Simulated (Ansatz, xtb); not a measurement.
**Relative energy of two isomers of H6NOSi+**

Structure I is `N[SiH2][OH2+]`, a singlet and structure II is `[NH3+][SiH2]O`, a singlet. Both are isolated ions in the gas phase, relaxed with PBE0-D3(BJ)/pcseg-1; the shapes shown needn't be the lowest conformers.

I (Å):

```xyz
9

N    -2.6918   -0.6746    1.7551
O    -0.6882   -0.9902   -0.1969
Si   -1.0359   -0.5014    1.6228
H    -3.3569    0.0627    1.5420
H    -3.1302   -1.4701    2.2091
H    -0.5068    0.8684    1.5217
H    -0.2684   -1.5355    2.3368
H    -1.2576   -1.6294   -0.6643
H     0.1600   -0.8873   -0.6674
```

II (Å):

```xyz
9

N    -2.0962   -0.4669    1.9384
O    -1.5280   -0.8727   -0.5735
Si   -0.6685   -0.9935    0.8015
H    -1.8573   -0.4419    2.9368
H    -2.8979   -1.1016    1.8327
H    -2.4376    0.4686    1.6834
H    -0.3453   -2.3538    1.2763
H     0.3563    0.0407    1.0481
H    -1.2123   -1.0504   -1.4693
```

Estimate E(II) − E(I) at the level CCSD(T)/def2-TZVP.

Calculated at CCSD(T)/def2-TZVP: E(II) − E(I) = −0.976 eV, so structure II lies lower.

The same difference at several levels:

| level | geometry | E(II) − E(I) (eV) | departure from the last row (eV) | job, with rough time for the two |
| --- | --- | --- | --- | --- |
| GFN2-xTB | GFN2-xTB | −0.959 | +0.017 | optimisation, 0.18 s |
| HF/STO-3G | GFN2-xTB | −0.442 | +0.533 | single point, 0.25 s |
| r2SCAN-D4/def2-SVP | GFN2-xTB | −0.920 | +0.056 | single point, 3.3 s |
| PBE0-D3(BJ)/pcseg-1 | PBE0-D3(BJ)/pcseg-1 | −0.874 | +0.102 | optimisation, 38 s |
| HF/def2-TZVP | PBE0-D3(BJ)/pcseg-1 | −0.990 | −0.015 | part of the CCSD(T) run |
| MP2/def2-TZVP | PBE0-D3(BJ)/pcseg-1 | −0.974 | +0.002 | part of the CCSD(T) run |
| CCSD(T)/def2-TZVP | PBE0-D3(BJ)/pcseg-1 | −0.976 |  | single point, 37 s |

As drawn, II has 1 N–H in place of 1 O–H.

The levels shown agree on the order. The largest departure from CCSD(T)/def2-TZVP is that of HF/STO-3G, 0.533 eV.

With harmonic frequencies from PBE0-D3(BJ)/pcseg-1 (ideal gas, rigid rotor, one conformer each, 298.15 K, 1 atm): the zero-point term adds +0.065 eV; ΔH is −0.925 and ΔG −0.897 eV.

The correlated steps freeze 7 core orbitals. Mirror images aren't counted in ΔG. Run with Ansatz 0.2.0, xtb 6.7.1; the last row on 1 thread of Arm Neoverse V2 on a shared host.

Structure II is clearly favoured, and the main reason is that nitrogen holds the extra proton better than oxygen: its lone pair is higher in energy and more readily donated. The heavy-atom bonds respond to the move. In I the Si–N bond is short and the Si–O bond long, so the ion resembles an aminosilyl cation binding water. In II the pattern reverses, giving a hydroxysilyl cation bound to ammonia. The amino group's stronger donation to the electron-poor silicon probably stabilises I and keeps the preference below that expected from the proton affinities of free ammonia and water.

Hartree–Fock in the larger basis already lies close to CCSD(T), so correlation largely cancels between the isomers. The HF/STO-3G error therefore probably reflects mainly the inflexible minimal basis, which describes polarisation and charge redistribution poorly. Zero-point energy works against II, consistent with the stiff deformations of its ammonium-like group, but doesn't overturn the order. The energy difference doesn't show how readily I would convert to II, which depends on the proton-transfer barrier.
